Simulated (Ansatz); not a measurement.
# Ligand exchange: B(CH3)2(OH) + KSH → B(CH3)2(SH) + KOH

Species: B(CH3)2(OH), singlet; KSH `[SH][K]`, singlet; B(CH3)2(SH), singlet; KOH `[OH][K]`, singlet. The partners trade OH for SH: B–OH and K–SH bonds give way to B–SH and K–OH.

Shapes, held fixed at every level: PBE0-D4/def2-TZVP. Programs: Ansatz 0.2.0. The zero-point and thermal change to 298 K, harmonic and unscaled (PBE0-D4/def2-TZVP), is -2.1 kJ/mol.

(1) Estimate ΔH(298 K) of this reaction.

Answers

(1) The highest level, CCSD(T)/def2-TZVPP, gives ΔH(298 K) = +119.3 kJ/mol; the levels span +104.5 to +126.9. The column of differences is taken from that level and isn't an error. No measured value is set beside it here. Outer-core shells of K are correlated in most correlated rows, in sets that cover them unevenly. Times are processor times on shared x86 and Arm servers, and rough.

| level | kind | ΔH(298 K) (kJ/mol) | less CCSD(T)/def2-TZVPP | CPU time (sum over the molecules) |
| --- | --- | --- | --- | --- |
| PBE-D4/def2-TZVPP | GGA | +104.5 | -14.8 | 19 s |
| B3LYP-D4/def2-TZVPP | global hybrid | +112.8 | -6.5 | 30 s |
| BHLYP-D4/def2-TZVPP | global hybrid | +125.2 | +5.9 | 21 s |
| B2PLYP/def2-TZVPP | double hybrid | +115.1 | -4.2 | 37 s |
| CCSD(T)/def2-SVP | coupled cluster or CI | +126.9 | +7.6 | 21 s |
| CCSD/def2-TZVPP | coupled cluster or CI | +123.6 | +4.3 | – |
| CCSD(T)/def2-TZVPP | coupled cluster or CI | +119.3 | 0.0 | 7.1 min |

The exchange is strongly endothermic at every level, so boron's preference for oxygen over sulfur clearly outweighs potassium's. The thermal term is only -2.1 kJ/mol, which makes this an electronic bonding effect. Oxygen forms a short, strongly polar bond to boron and donates a lone pair into its empty p orbital. Sulfur's larger, more diffuse 3p orbitals overlap less well, and its lower electronegativity reduces the bond's polarity. Potassium also favours the smaller hydroxide ion electrostatically, but its large radius and mainly ionic bonding make that gain too small to repay the loss at boron.

Among PBE, B3LYP and BHLYP the enthalpy rises with the share of exact exchange; B2PLYP breaks that order, perhaps because its perturbative correlation offsets part of the exchange effect. Triple excitations lower the coupled-cluster value by 4.3 kJ/mol, less than the 7.6 kJ/mol drop on enlarging the basis. The sign is therefore secure, but convergence to within a few kJ/mol with respect to basis size isn't shown.
